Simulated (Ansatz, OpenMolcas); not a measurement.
## A ladder of methods for GeH4O2 (SMILES [OH][GeH2][OH])

GeH4O2: 7 atoms, total charge 0, spin state singlet. SMILES: `[OH][GeH2][OH]`. The coordinates come from a PBE0-D4/def2-TZVP relaxation. This is one conformer, not always the lowest.

```xyz
7

O    -1.4913   -0.4160   -0.1739
Ge    0.0235    0.3770    0.3053
O     1.3474   -0.7989    0.4006
H    -1.6349   -0.4187   -1.1221
H     0.3634    1.4605   -0.7391
H    -0.1725    0.8631    1.7373
H     1.6256   -1.1352   -0.4538
```

Each level gives the HOMO–LUMO gap (eV). The values are calculated.

```json
{"level": "BLYP/cc-pVDZ", "kind": "GGA", "program": "OpenMolcas", "value (eV)": "6.43", "CPU time": "34 s"}
{"level": "revPBE/cc-pVDZ", "kind": "GGA", "program": "OpenMolcas", "value (eV)": "6.60", "CPU time": "32 s"}
{"level": "M06-L/cc-pVDZ", "kind": "meta-GGA", "program": "OpenMolcas", "value (eV)": "7.57", "CPU time": "39 s"}
{"level": "TPSS/cc-pVDZ", "kind": "meta-GGA", "program": "OpenMolcas", "value (eV)": "6.89", "CPU time": "44 s"}
{"level": "r2SCAN/cc-pVDZ", "kind": "meta-GGA", "program": "OpenMolcas", "value (eV)": "7.51", "CPU time": "40 s"}
{"level": "PBE0/cc-pVDZ", "kind": "global hybrid", "program": "OpenMolcas", "value (eV)": "9.28", "CPU time": "30 s"}
{"level": "CAM-B3LYP/cc-pVDZ", "kind": "range-separated hybrid", "program": "Ansatz", "value (eV)": "11.65", "CPU time": "6.1 s"}
{"level": "B2PLYP/cc-pVDZ", "kind": "double hybrid", "program": "OpenMolcas", "value (eV)": "12.01", "CPU time": "22 s"}
```

All-electron rows without a relativistic Hamiltonian named are non-relativistic. The values span 6.43 to 12.01 eV. Orbital gaps aren't excitation energies, and those of double hybrids come from the SCF part alone; they tend to grow with the share of exact exchange. CPU times are rough (shared hosts, several kinds of processor and program).

The frontier orbitals are widely separated at every level, as expected for a saturated germanium(IV) hydride with two hydroxyl groups. The germanium valence electrons are tied up in Ge–O and Ge–H σ bonds, leaving neither a germanium lone pair nor a low-lying π* orbital. The HOMO is probably mainly oxygen lone pair in character, with some Ge–H σ admixture, while the LUMO is probably a Ge-centred σ* combination.

Both GGAs lie below all three meta-GGAs, and the hybrids lie higher still, probably because orbital-dependent exchange, through the kinetic-energy density or the Fock operator, separates occupied from empty levels more strongly than a purely multiplicative potential. The choice of functional therefore matters far more than the small difference between BLYP and revPBE, whose agreement is no sign of a converged gap. The larger gaps also remain open to revision from the basis side, since cc-pVDZ has no diffuse functions and may place a weakly bound or unbound LUMO too high.
